**Question: why does the empty band of CdSe start so slowly and then jump?**

I am looking at the computed density of states of zincblende CdSe. Just above the gap there is next to nothing: the total creeps up to 0.14 at 2.05 eV. One row later, at 2.45 eV, it has tripled to 0.44. The filled side has an oddity too, a tall spike at −4.35 eV. I expected a smooth square-root rise from a band edge. Are these rows noise, or does a new orbital come in?

Density of states of zincblende CdSe (2-atom cell, conventional a = 6.134 Å) from Ansatz 0.2.0: r2SCAN, scalar-relativistic plane-wave PAW, no spin polarisation, cutoff 500 eV, k mesh 8×8×8 (12×12×12 with tetrahedra for the density of states). Energies are counted from the Fermi level; each row averages a 0.2 eV bin, and the shell columns are Löwdin projections summed over sites.

| energy (eV) | density of states total (states/eV/cell) | DOS Se 4p (states/eV/cell) | DOS Cd 5s (states/eV/cell) | DOS Cd 4d (states/eV/cell) |
| --- | --- | --- | --- | --- |
| -7.95 | 5.12 | 0.05 | 0.05 | 4.7 |
| -7.55 | 0 | 0 | 0 | 0 |
| -7.15 | 0 | 0 | 0 | 0 |
| -6.75 | 0 | 0 | 0 | 0 |
| -6.35 | 0 | 0 | 0 | 0 |
| -5.95 | 0 | 0 | 0 | 0 |
| -5.55 | 0 | 0 | 0 | 0 |
| -5.15 | 0 | 0 | 0 | 0 |
| -4.75 | 0.17 | 0.12 | 0.04 | 0 |
| -4.35 | 3.96 | 2.53 | 1.26 | 0.08 |
| -3.95 | 0.8 | 0.51 | 0.2 | 0.04 |
| -3.55 | 0.44 | 0.28 | 0.1 | 0.02 |
| -3.15 | 0.28 | 0.18 | 0.06 | 0.02 |
| -2.75 | 1.87 | 1.64 | 0.06 | 0.07 |
| -2.35 | 2.02 | 1.8 | 0.05 | 0.07 |
| -1.95 | 2.33 | 2.1 | 0.04 | 0.09 |
| -1.55 | 2.29 | 2.07 | 0.02 | 0.1 |
| -1.15 | 1.56 | 1.42 | 0.01 | 0.08 |
| -0.75 | 0.6 | 0.55 | 0 | 0.04 |
| -0.35 | 0 | 0 | 0 | 0 |
| 0.05 | 0 | 0 | 0 | 0 |
| 0.45 | 0 | 0 | 0 | 0 |
| 0.85 | 0.01 | 0 | 0 | 0 |
| 1.25 | 0.03 | 0.01 | 0.02 | 0 |
| 1.65 | 0.07 | 0.02 | 0.04 | 0 |
| 2.05 | 0.14 | 0.03 | 0.08 | 0 |
| 2.45 | 0.44 | 0.1 | 0.25 | 0 |
| 2.85 | 0.62 | 0.15 | 0.33 | 0 |
| 3.25 | 1.04 | 0.21 | 0.43 | 0 |
| 3.65 | 1.7 | 0.33 | 0.62 | 0 |
| 4.05 | 1.05 | 0.23 | 0.37 | 0 |
| 4.45 | 0.88 | 0.17 | 0.24 | 0 |
| 4.85 | 0.8 | 0.1 | 0.13 | 0 |
| 5.25 | 1.56 | 0.12 | 0.13 | 0 |
| 5.65 | 1.09 | 0.04 | 0.03 | 0 |

**Answer**

Neither. The density of states at an energy depends on two things: how large the surface of constant energy is in k space, and how steeply the band climbs through it. A small surface on a steep band gives few states, while a band that runs flat piles many states into a narrow energy range. Your empty band does the first near its bottom and the second from about 2.3 eV.

The band bottom lies at the zone centre, 0.52 eV above the Fermi level. The gap of 1.04 eV comes from the band energies themselves, since rows 0.4 eV apart are too coarse to locate an edge. Away from the centre, the s-like conduction band mixes with the p-like valence top across this small gap, and the two repel each other. That makes the conduction band light. It also bends it: the energy soon grows almost in proportion to k, no longer to k².

With E the energy above the band bottom, G the gap and m the mass at the bottom in electron masses, the standard form of such a band is

E(1 + E/G) = ħ²k²/(2m·mₑ).

Counting the states in a sphere of radius k, with two spins and cell volume V, gives

density = V/(2π²) · (m/c)^{3/2} · √(E(1 + E/G)) · (1 + 2E/G), where c = ħ²/2mₑ ≈ 3.8 eV Å².

The mass, 0.10, was set by band energies at two k points of the same calculation, so no row of the density was used to adjust it. Both points lie roughly 1 eV above the band bottom, so the mass at the bottom itself is an extrapolation by this formula. For the row at 2.45 eV:

- E = 2.45 − 0.52 = 1.93 eV
- V/(2π²) · (m/c)^{3/2} ≈ 0.0125, with V ≈ 58 Å³
- density ≈ 0.0125 × 2.35 × 4.71 ≈ 0.14 states/eV/cell

The table has 0.44, about three times as much. Yet from 0.85 to 1.65 eV the same formula agrees with the table to about 0.01, although the first row is itself only 0.01 and tests little. At 2.05 eV it is already a third too low. An unbent parabola, with its own mass set by the same two k points, does worse there: it is too low by a factor of three. The smooth start is therefore that of a light, bent band, and 2.45 eV is where this picture clearly breaks.

The band energies show what happens. Along the line from the zone centre to L, the middle of a hexagonal face of the Brillouin zone, the band climbs steeply at first. Over the outer half of the line it changes by less than 0.2 eV and ends near 2.3 eV. No new orbital is needed: Cd 5s makes up somewhat more than half of the density both before and after the jump, with no change beyond the rounding of the table.

The size of the jump can be estimated as well. Around a flat line, the surface of constant energy is a cylinder. If the energy rises as the square of the distance from the line, such cylinders add the same number of states per eV at every energy above the line's own. The zone has eight hexagonal faces, and the flat outer halves of the eight lines toward them add a step of about 0.36, against an excess of 0.30 at 2.45 eV. The length of the flat stretch is my choice, so this supports the size of the effect, not its second digit.

The next break comes at 3.25 eV, where the sphere and the step together give 0.60 and the table has 1.04. Toward X, the middle of a square face, the band does not settle at one energy but turns over: it rises from 3.1 eV halfway along the line to a maximum of at least 3.2 eV further out, then falls again to X. It is flat at that maximum and at X itself, and each flat place adds states around its own energy. This turnover is a likely cause of the break, though I have not estimated its share.

The spike at −4.35 eV follows the same rule on the filled side. Below about −3 eV, and above the Cd 4d bands, the sampled band energies show a single valence band, built from Se 4p and Cd 5s in a bonding combination. It drops steeply and then levels off: at several sampled points in the outer part of the zone its energy is close to −4.4 eV. The density there is five times that of the row at −3.95 eV: some 40 % of the band's states sit within 0.2 eV.

One limit affects the slow start itself. This kind of functional makes the gap too small; the measured one is roughly 1.7 eV. A larger gap would mean weaker mixing, hence a heavier and less bent band with more states right at its bottom.

The printed output after this text compares the models row by row. As a practical rule, a single band mass can be used to count states only well below the first flat stretch of the band. In this calculation the bent-band formula, with its mass fitted as above, works up to about 1.1 eV above the band bottom; at that height the plain parabola gives only about half the density.

Printed output of the fit:

```
mass at the band bottom in the bent-band model (electron masses): 0.09985
bent band alone, rows 0.85 to 3.25 (states/eV/cell): 0.01341, 0.0333, 0.06053, 0.09521, 0.1374, 0.187, 0.2441
plain parabola, rows 0.85 to 3.25 (states/eV/cell): 0.02058, 0.03059, 0.03805, 0.04427, 0.04972, 0.05463, 0.05913
step from the flat stretches toward L (states/eV/cell): 0.3592
bent band plus step, rows 0.85 to 3.25 (states/eV/cell): 0.01341, 0.0333, 0.06053, 0.09521, 0.4966, 0.5462, 0.6034
computed density at 2.45 over that at 2.05 (ratio): 3.143
computed density at 2.45 over the bent band alone (ratio): 3.203
computed density less bent band at 2.45 (states/eV/cell): 0.3026
computed density over the parabola at 2.05 (ratio): 3.162
Cd 5s share at 2.05 (percent): 57.14
Cd 5s share at 2.45 (percent): 56.82
density at -4.35 over that at -3.95 (ratio): 4.95
Cd 5s share at -4.35 (percent): 31.82
part of one full band (2 states) inside the 0.2 eV bin at -4.35 (percent): 39.6
```
